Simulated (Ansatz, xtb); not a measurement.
Two isomers of CH5FNSi

Structure X: `[CH2][Si@H](N)F`, a doublet. Structure Y: `C[Si](N)F`, a doublet. Both are isolated molecules in the gas phase, relaxed with BLYP-D3(BJ)/def2-SVP; the shapes shown needn't be the lowest conformers.

X (Å):

```tsv
atom	x (Å)	y (Å)	z (Å)
C	3.7346	-0.5403	1.5667
F	1.0991	-1.1098	0.7574
N	1.4758	0.7210	2.9078
Si	2.0150	0.1209	1.3765
H	4.4478	-0.1344	2.3036
H	4.1403	-1.3283	0.9100
H	1.8708	1.2399	0.3930
H	1.5851	0.1428	3.7461
H	0.6152	1.2734	2.9625
```

Y (Å):

```yaml
atoms:
  - { symbol: C, position_ang: [0.7424, -0.7205, 1.7924] }
  - { symbol: F, position_ang: [3.0342, -2.2720, 0.9324] }
  - { symbol: N, position_ang: [2.8627, 0.2630, 0.0022] }
  - { symbol: Si, position_ang: [1.9220, -1.1797, 0.3685] }
  - { symbol: H, position_ang: [0.1214, -1.5867, 2.0937] }
  - { symbol: H, position_ang: [0.0628, 0.1006, 1.4848] }
  - { symbol: H, position_ang: [1.3393, -0.3824, 2.6655] }
  - { symbol: H, position_ang: [3.6926, 0.1605, -0.5933] }
  - { symbol: H, position_ang: [2.3449, 1.1029, -0.2823] }
```

Quicker runs give these differences E(Y) − E(X): GFN2-xTB −48.4 kJ/mol; HF/STO-3G −31.0 kJ/mol (at GFN2-xTB geometries); r2SCAN-D4/def2-SVP −44.8 kJ/mol (at GFN2-xTB geometries).

Question: Estimate E(Y) − E(X) at the level CCSD(T)/def2-SVP + ΔMP2/def2-TZVPP.

Answer: Calculated at CCSD(T)/def2-SVP + ΔMP2/def2-TZVPP: E(Y) − E(X) = −26.7 kJ/mol, so structure Y lies lower.

The same difference at several levels:

```json
{"level": "GFN2-xTB", "geometry": "GFN2-xTB", "E(Y) − E(X) (kJ/mol)": "−48.4", "departure from the last row (kJ/mol)": "−21.7", "job, with rough time for the two": "optimisation, 0.16 s"}
{"level": "HF/STO-3G", "geometry": "GFN2-xTB", "E(Y) − E(X) (kJ/mol)": "−31.0", "departure from the last row (kJ/mol)": "−4.3", "job, with rough time for the two": "single point, 0.2 s"}
{"level": "r2SCAN-D4/def2-SVP", "geometry": "GFN2-xTB", "E(Y) − E(X) (kJ/mol)": "−44.8", "departure from the last row (kJ/mol)": "−18.1", "job, with rough time for the two": "single point, 2.1 s"}
{"level": "BLYP-D3(BJ)/def2-SVP", "geometry": "BLYP-D3(BJ)/def2-SVP", "E(Y) − E(X) (kJ/mol)": "−42.4", "departure from the last row (kJ/mol)": "−15.7", "job, with rough time for the two": "optimisation, 44 s"}
{"level": "HF/def2-SVP", "geometry": "BLYP-D3(BJ)/def2-SVP", "E(Y) − E(X) (kJ/mol)": "+9.8", "departure from the last row (kJ/mol)": "+36.5", "job, with rough time for the two": "part of the CCSD(T) run"}
{"level": "MP2/def2-SVP", "geometry": "BLYP-D3(BJ)/def2-SVP", "E(Y) − E(X) (kJ/mol)": "−31.5", "departure from the last row (kJ/mol)": "−4.8", "job, with rough time for the two": "part of the CCSD(T) run"}
{"level": "CCSD(T)/def2-SVP", "geometry": "BLYP-D3(BJ)/def2-SVP", "E(Y) − E(X) (kJ/mol)": "−24.7", "departure from the last row (kJ/mol)": "+2.0", "job, with rough time for the two": "single point"}
{"level": "CCSD(T)/def2-SVP + ΔMP2/def2-TZVPP", "geometry": "BLYP-D3(BJ)/def2-SVP", "E(Y) − E(X) (kJ/mol)": "−26.7", "departure from the last row (kJ/mol)": "", "job, with rough time for the two": "single point, 18 s"}
```

As drawn, Y has 1 C–H in place of 1 Si–H.

HF/def2-SVP puts the two in the other order. The largest departure from CCSD(T)/def2-SVP + ΔMP2/def2-TZVPP is that of HF/def2-SVP, 36.5 kJ/mol. The last row adds to CCSD(T) the change of the MP2 difference between the two basis sets, here −2.0 kJ/mol.

With harmonic frequencies from BLYP-D3(BJ)/def2-SVP (ideal gas, rigid rotor, one conformer each, 298.15 K, 1 atm): on the last row, ΔE + ΔZPE = −17.4, ΔH = −17.4, ΔG = −18.2 kJ/mol.

Open shells are spin-unrestricted. The correlated steps freeze 8 core orbitals. Run with Ansatz 0.2.0, xtb 6.7.1; the last row on 2 threads of Intel(R) Xeon(R) 6975P-C (Granite Rapids) on a shared host.

Y, the silicon-centred radical, lies below the carbon-centred X by 26.7 kJ/mol for these conformers. The main reason is the bond exchanged: moving hydrogen from silicon to carbon replaces a Si–H bond with a stronger C–H bond, which outweighs the cost of moving the unpaired electron to silicon. In Y that electron occupies an orbital with considerable silicon s character, as the pyramidal centre shows; the electronegative F and N substituents favour this shape.

Electron correlation decides the order: in the same basis and at the same geometries, the difference goes from +9.8 kJ/mol with HF to −24.7 kJ/mol with CCSD(T). This suggests that the compact C–H pair gains more correlation energy than the diffuse Si–H pair. The closeness of HF/STO-3G to the best value is therefore probably a cancellation of errors. Zero-point energy narrows the gap because C–H vibrations are stiffer than Si–H ones, but Y stays lower in free energy. This preference says nothing about the barrier to the 1,2-hydrogen shift, so X could still be kinetically persistent.
